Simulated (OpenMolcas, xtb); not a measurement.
A ladder of methods for CH4FGeN (SMILES [H]/N=[C](/F)[GeH3])

CH4FGeN has 8 atoms, charge 0, and is taken as a singlet. SMILES: `[H]/N=[C](/F)[GeH3]`. The shape is that of a PBE0-D4/def2-TZVP optimisation.

Quantity: the vertical ionisation energy (to the doublet cation), in eV. The values are calculated.

```json
{"level": "GFN2-xTB", "kind": "semi-empirical", "program": "xtb", "value (eV)": "14.46", "less CCSD(T)/6-31G*": "+4.41"}
{"level": "HF/6-31G* (spherical functions)", "kind": "Hartree–Fock", "program": "OpenMolcas", "value (eV)": "9.38", "less CCSD(T)/6-31G*": "-0.67"}
{"level": "SVWN5/6-31G* (spherical functions)", "kind": "LDA", "program": "OpenMolcas", "value (eV)": "10.14", "less CCSD(T)/6-31G*": "+0.09"}
{"level": "BLYP/6-31G* (spherical functions)", "kind": "GGA", "program": "OpenMolcas", "value (eV)": "9.82", "less CCSD(T)/6-31G*": "-0.23"}
{"level": "M06-L/6-31G* (spherical functions)", "kind": "meta-GGA", "program": "OpenMolcas", "value (eV)": "10.08", "less CCSD(T)/6-31G*": "+0.03"}
{"level": "BHLYP/6-31G* (spherical functions)", "kind": "global hybrid", "program": "OpenMolcas", "value (eV)": "10.29", "less CCSD(T)/6-31G*": "+0.24"}
{"level": "PBE0/6-31G* (spherical functions)", "kind": "global hybrid", "program": "OpenMolcas", "value (eV)": "10.24", "less CCSD(T)/6-31G*": "+0.19"}
{"level": "CCSD(T)/6-31G* (spherical functions), open shells restricted", "kind": "coupled cluster or CI", "program": "OpenMolcas", "value (eV)": "10.05", "less CCSD(T)/6-31G*": "0.00"}
```

CCSD(T)/6-31G* (spherical functions), open shells restricted is the highest level here, not the true value. All-electron rows without a relativistic Hamiltonian named are non-relativistic. The values span 9.38 to 14.46 eV. The xTB values lack the empirical shift that such differences need. In the correlated wave-function rows the outer d shell of Ge is correlated, in sets not made for it.

The density functionals place the vertical ionisation energy between 9.82 and 10.29 eV, all within 0.24 eV of the coupled-cluster value, whereas Hartree–Fock falls 0.67 eV below it. The Hartree–Fock shortfall probably reflects the correlation energy lost when an electron pair is broken, which stabilises the neutral molecule more than the cation. Agreement does not improve steadily up the ladder: the local functional SVWN5 lies closer to coupled cluster than either global hybrid, so its small deviation may well owe something to cancellation of errors.

Chemically, the electron most likely leaves an in-plane orbital combining the imine nitrogen lone pair with the Ge–C σ bond. Germanium is electropositive and its σ bonds are comparatively high in energy, which favours such mixing, while fluorine withdraws σ density and holds the remaining electrons more tightly. The C=N π orbital is a plausible competitor, and total-energy differences alone cannot settle which orbital carries the hole; that would take the cation's spin density or the energies of its low-lying states.
